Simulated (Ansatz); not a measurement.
## BaSr₃: the change of energy above lowest point and pressure with volume scale

Free energy against uniform scaling of the volume at fixed shape and fractions; periodic cell, basis, potentials, k mesh and filling as listed. The results are calculated, by Ansatz 0.2.0.

The cell before it is scaled or strained (space group I4/mmm, No. 139):
```
BaSr3
1.0
     -3.1066     3.1066     6.1547
      3.1066    -3.1066     6.1547
      3.1066     3.1066    -6.1547
Ba Sr
1 3
Direct
  0.00000 0.00000 0.00000
  0.75000 0.25000 0.50000
  0.25000 0.75000 0.50000
  0.50000 0.50000 0.00000
```

Settings of every row: functional PBEsol; dispersion none; potentials PAW; wave cutoff 470 eV; density cutoff 1880 eV; k mesh 5x5x5; k shift 0x0x0; occupations fermi dirac; smearing width 0.1 eV; spin none.

Limits: coarse k mesh, up to 40 meV an atom off; minimum outside the range; no spin-orbit coupling, which can matter with elements this heavy; the cell comes from a prototype or a list of computed structures and needn't be the stable phase.

| row | volume scale | V (Å³/atom) | energy above lowest point (meV/atom) | pressure (GPa) |
| --- | --- | --- | --- | --- |
| 1 | 0.92 | 54.647 | 0 | -0.1 |
| 2 | 0.9467 | 56.233 | 2.5 | -0.4 |
| 3 | 0.9733 | 57.813 | 7.8 | -0.67 |
| 4 | 1 | 59.399 | 15.5 | -0.9 |
| 5 | 1.0267 | 60.985 | 25.5 | -1.11 |
| 6 | 1.0533 | 62.565 | ? | ? |
| 7 | 1.08 | 64.151 | 51.2 | -1.47 |

Question: what energy above lowest point and pressure should row 6 give?

Worked fit of energy above lowest point. Take u = (V_r/V)^(2/3) − 1 with V_r = 58.606 Å³ an atom, which is twice the finite (Eulerian) strain; such expansions in the strain, on which the Birch-Murnaghan equation of state is built, carry the rest volume and the bulk modulus. The shown rows have u = 0.04773, 0.02794, 0.00912, -0.00892, -0.02618, -0.05849. Least squares give energy above lowest point = 11.35 − 430 × u + 4147 × u² − 2562 × u³ meV/atom; a parabola predicts inner rows, each left out in turn, worse (root mean square 0.13 against 0.036 meV/atom). All shown rows lie on it to the printed digit. The withheld row has u = -0.04264, so the fit gives 11.35 − 430 × (-0.04264) + 4147 × (-0.04264)² − 2562 × (-0.04264)³ = 37.4 meV/atom.

The calculation gave 37.5 meV/atom. The fit lies 0.1 meV/atom (0.2 % of the column's range) below it, one unit of the last digit.

Worked fit of pressure. Take u = (V_r/V)^(2/3) − 1 with V_r = 58.606 Å³ an atom, which is twice the finite (Eulerian) strain; such expansions in the strain, on which the Birch-Murnaghan equation of state is built, carry the rest volume and the bulk modulus. The shown rows have u = 0.04773, 0.02794, 0.00912, -0.00892, -0.02618, -0.05849. Least squares give pressure = −0.787 + 13.14 × u + 25.5 × u² GPa; a straight line predicts inner rows, each left out in turn, worse (root mean square 0.028 against 0.0048 GPa). All shown rows lie on it to the printed digit. The withheld row has u = -0.04264, so the fit gives −0.787 + 13.14 × (-0.04264) + 25.5 × (-0.04264)² = -1.30 GPa.

The calculation gave -1.3 GPa. The fit meets it to the printed digit.
